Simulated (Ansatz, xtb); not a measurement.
H2MgNaP: which of two isomers lies lower

We compare a, `[Na][PH][MgH]`, a singlet, with b, `[Na][Mg][PH2]`, a singlet. Both are isolated molecules in the gas phase, relaxed with B3LYP-D3(BJ)/6-311G**.

Energies in hartree; the thermal terms are from B3LYP-D3(BJ)/6-311G** harmonic frequencies (ideal gas, rigid rotor, one conformer each, 200 K, 1 atm) and include the zero-point energy:

```
                                a           b
E, CCSD(T)/def2-TZVPP  −703.965942  −703.965825
    zero-point energy     0.013782     0.016544
         H(200 K) − E     0.017653     0.020727
         G(200 K) − E    −0.004367    −0.001879
```

Problem. Work out ΔE, ΔE₀, ΔH and ΔG for a → b in kcal/mol (1 Eh = 627.51 kcal/mol) and the equilibrium ratio [b]/[a].

Solution. 1. ΔE = −703.965825 − (−703.965942) = +0.000117 Eh = +0.07 kcal/mol.
2. ΔE₀ = ΔE + ΔZPE = +0.000117 + (+0.002762) Eh = +1.81 kcal/mol.
3. ΔH = ΔE + (+0.003074) Eh = +2.00 kcal/mol.
4. ΔG = ΔE + (+0.002488) Eh = +1.63 kcal/mol, so ΔS = (ΔH − ΔG)/T = +7.7 J/(mol K).
5. kT = 0.6334 mEh, so K = [b]/[a] = exp(−ΔG/kT) = exp(−4.11) ≈ 0.016.

Structure a is favoured at this temperature. An error of 1 kcal/mol in ΔG would change K by a factor of 12. Mirror images and further conformers aren't counted.

As drawn, b has 1 Mg–Na, 1 P–H in place of 1 Na–P, 1 Mg–H.

Other levels gave ΔE = +0.4 (B3LYP-D3(BJ)/6-311G**); −3.6 (HF/def2-TZVPP); +2.6 (MP2/def2-TZVPP) kcal/mol. The correlated steps freeze 7 core orbitals; the last core shell of Mg and Na is correlated, in a basis made for valence electrons. Programs: Ansatz 0.2.0.

The two isomers are essentially degenerate in electronic energy, and the preference for a comes almost entirely from nuclear motion. Moving a hydrogen from magnesium to phosphorus replaces a soft Mg–H stretch with a stiffer P–H stretch and creates a PH2 bend, which raises the zero-point energy of b. Entropy recovers only a little of this, probably through the loose Mg–Na linkage.

The electronic near-tie suggests a balance between bonds: b gains a strong, nearly nonpolar P–H bond but gives up the polar Na–P contact and the Mg–H bond for a weak metal–metal bond. Hartree–Fock favours b, whereas MP2 and CCSD(T) shift the balance towards a, probably because a gathers more valence electron density around phosphorus, where pairs correlate more strongly than in a diffuse Mg–Na bond. The sign of ΔE is therefore not settled, and the free-energy preference for a is only tentative. Whether the isomers could actually reach equilibrium at 200 K depends on the hydrogen-transfer barrier, which these energies don't address.
